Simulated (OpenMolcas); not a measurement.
**BH3 (borane): the energy, rung by rung**

The species is BH3 (4 atoms), meant as a singlet with charge 0. As SMILES, `B`. The shape is that of a PBE0-D4/def2-TZVP optimisation.

```
atom    x (Å)    y (Å)    z (Å)
   B   0.0139  -0.0151  -0.0051
   H   0.9822   0.3817   0.5688
   H  -0.2762  -1.1718   0.0430
   H  -0.6644   0.7449  -0.6269
```

Each level gives the energy change with the B1–H3 bond stretched from 1.193 to 2.387 Å (eV). The values are calculated.

```
                   level                   kind     program  value (eV)  less FCI/6-31G  CPU time (all runs)
B3LYP/6-31G (restricted)          global hybrid  OpenMolcas        3.92           +0.58                6.8 s
 PBE0/6-31G (restricted)          global hybrid  OpenMolcas        3.99           +0.65                6.3 s
       CASPT2(2,2)/6-31G         multireference  OpenMolcas        3.27           -0.07                3.4 s
       CASSCF(2,2)/6-31G         multireference  OpenMolcas        2.99           -0.35                4.3 s
         MRCI(2,2)/6-31G         multireference  OpenMolcas        3.32           -0.02                3.5 s
    SC-NEVPT2(2,2)/6-31G         multireference  OpenMolcas        3.27           -0.07                3.3 s
 CISD/6-31G (restricted)  coupled cluster or CI  OpenMolcas        3.54           +0.20                3.5 s
               FCI/3-21G     exact in the basis  OpenMolcas        3.33           -0.01                7.3 s
               FCI/6-31G     exact in the basis  OpenMolcas        3.34            0.00                7.1 s
```

FCI/6-31G is exact within its basis and frozen core, so for wave-function methods in that basis the difference is their error; functionals converge differently with the basis, so for them it is only a difference. The first shape isn't each level's own minimum. The values span 2.99 to 3.99 eV. All rows use very small basis sets, so even the best lies far from the true value. CPU times are rough (shared hosts, several kinds of processor): they show what a rung costs within a factor of a few.

Stretching one B–H bond brings its σ and σ* orbitals close in energy, so a single closed-shell determinant keeps too much ionic character where the electrons should separate onto boron and hydrogen. This probably accounts for much of the high values from the restricted functionals. CISD includes the double excitation that relieves this, but not the higher excitations needed to correlate the remaining electrons equally well around it, and it still overshoots by 0.20 eV.

CASSCF(2,2) errs the other way, at 2.99 eV. It treats the breaking pair properly but omits most dynamic correlation, which is greater in the compact molecule, where the bonding pair lies close to the other B–H pairs. Adding that correlation by perturbation theory or MRCI brings the result within 0.07 eV of FCI, so a two-orbital active space is an adequate reference for this stretch. The near agreement of FCI in 3-21G and 6-31G doesn't demonstrate basis convergence, since both sets lack polarisation functions.
